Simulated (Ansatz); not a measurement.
Ta₅Si₃N: do energies and stresses tell the same story?

Theory: DFT PBEsol, scalar-relativistic, plane waves, PAW (Ansatz).

Plane waves to 420 eV, a k mesh through Γ of 6×6×8 on the computed 18-atom cell and Gaussian smearing (0.10 eV); no spin polarisation.

Relaxed cell: P6_3/mcm, a = 7.416 Å, b = 7.416 Å, c = 5.349 Å, α = 90.00°, β = 90.00°, γ = 120.00°, 18 atoms in the primitive cell. Whether it is the stable form of this composition wasn't checked.

Energies at zero smearing and pressures from the stress tensor, at volumes with shape and atoms relaxed:
| V (Å³/atom) | E − E(first) (meV/atom) | P (GPa) |
| --- | --- | --- |
| 12.457 | 0.00 | 40.16 |
| 12.882 | -89.37 | 27.60 |
| 13.307 | -147.94 | 16.89 |
| 13.731 | -180.27 | 7.76 |
| 14.156 | -190.23 | -0.02 |
| 14.581 | -181.12 | -6.66 |
| 15.005 | -155.79 | -12.30 |
| 15.571 | -100.93 | -18.51 |

Question: Check P = −dE/dV between neighbouring volumes, and get the bulk modulus from the pressures alone.

Answer: With 1 eV/Å³ = 160.2 GPa:
```json
{"middle V (Å³/atom)": "12.670", "−ΔE/ΔV (GPa)": "33.717", "mean P (GPa)": "33.877"}
{"middle V (Å³/atom)": "13.094", "−ΔE/ΔV (GPa)": "22.098", "mean P (GPa)": "22.243"}
{"middle V (Å³/atom)": "13.519", "−ΔE/ΔV (GPa)": "12.195", "mean P (GPa)": "12.323"}
{"middle V (Å³/atom)": "13.944", "−ΔE/ΔV (GPa)": "3.757", "mean P (GPa)": "3.867"}
{"middle V (Å³/atom)": "14.368", "−ΔE/ΔV (GPa)": "-3.436", "mean P (GPa)": "-3.341"}
{"middle V (Å³/atom)": "14.793", "−ΔE/ΔV (GPa)": "-9.557", "mean P (GPa)": "-9.478"}
{"middle V (Å³/atom)": "15.288", "−ΔE/ΔV (GPa)": "-15.522", "mean P (GPa)": "-15.405"}
```

The two differ by 0.16 GPa at most. The mean of two end pressures misses the average over a step by about ΔV² P″/12, up to 0.17 GPa here; with that taken off 0.01 GPa remains. Around V = 14.156 Å³/atom, the two neighbours give B = −V ΔP/ΔV = 14.156 × 14.41 / 0.849 = 240.2 GPa, against B0 = 238.9 GPa from the Birch–Murnaghan fit of the energies.

Spin–orbit coupling is left out, which can shift energies with elements as heavy as these.

Cost: 9 runs of about 34 core-minutes in all, on Oxide Virtual Turin-like Processor (Zen 5) (shared hosts).

Energies and stresses do tell the same story: once the curvature of P(V) is allowed for, almost nothing separates them. This suggests that basis-set (Pulay) stress is small, and that the electronic entropy from the smearing hardly changes with volume, since otherwise the stress would drift away from the slope of the zero-smearing energy. The two bulk moduli, 240.2 and 238.9 GPa, are therefore two readings of one equation of state, not independent evidence for its accuracy.

The pressure changes ever more steeply with volume as the cell is compressed, the usual anharmonic response as short-range repulsion grows faster than bonding can compensate. The large resistance to compression probably stems from the partly filled Ta 5d shell, whose occupied states are largely bonding, together with covalent Ta 5d–Si 3p and Ta 5d–N 2p mixing. How much of the stiffness is due to nitrogen can't be told without the same curve for the nitrogen-free silicide.
